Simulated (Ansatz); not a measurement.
# Dissociation curves of SiH4S (sulfanylsilane)

SiH4S has 6 atoms, charge 0, and is taken as a singlet. As SMILES, `[SiH3]S`. The coordinates come from a PBE0-D4/def2-TZVP relaxation.

```xyz
6

Si   -0.1698   -0.2634   -0.4360
S     0.9073   -0.0126    1.3928
H    -1.6298   -0.0743   -0.2416
H     0.1086   -1.6583   -0.8525
H     0.2998    0.6812   -1.4811
H     0.5261    1.2633    1.5723
```

The S2–H6 distance is scanned; the parts on either side stay rigid. Basis STO-3G, 10 core orbitals frozen in the correlated methods; program Ansatz 0.2.0. FCI is exact within this basis and core. Energies in eV from each method's value at 1.344 Å; methods without a U are spin-restricted; a dash marks a point that is missing or didn't converge. The shape above is that at 1.344 Å.

```
distance (Å)  wB97X  wB97M-V  RPA@PBE  CCSD   FCI
       1.344   0.00     0.00     0.00  0.00  0.00
       1.680   1.17     1.12     0.88  0.95  0.94
       2.015   3.18     3.07     2.50  2.47  2.46
       2.687   6.48     6.29     4.51  3.98  3.94
       3.359   8.23     8.01        –  4.20  4.17
```

Departure from the FCI curve at its largest: wB97X +4.05 eV at 3.36 Å; wB97M-V +3.84 eV at 3.36 Å; RPA@PBE +0.56 eV at 2.69 Å; CCSD +0.03 eV at 3.36 Å. Restricted functionals keep the electrons paired too, and rise too high.

The FCI curve nearly levels off by 3.359 Å, as expected when the S–H bond breaks into a hydrogen atom and a sulfur-centred radical. As the σ and σ* orbitals approach degeneracy, the σ² configuration alone retains too much ionic character, and σ*² must mix in to cancel it. CCSD contains this double excitation and treats an isolated electron pair exactly, so it stays close to FCI even though its reference determinant becomes poor. The two functionals lack this mixing, and their large share of long-range exact exchange probably steepens the rise. The nonlocal correlation in wB97M-V describes dispersion, not near-degeneracy, and so offers little remedy. RPA recovers part of the missing correlation, but it moves from slightly below FCI at 1.680 Å to clearly above it at 2.687 Å, so its good agreement at intermediate stretch partly reflects a crossing of the curves. The minimal basis limits the FCI curve to a benchmark for the other methods, not a quantitative S–H bond energy.
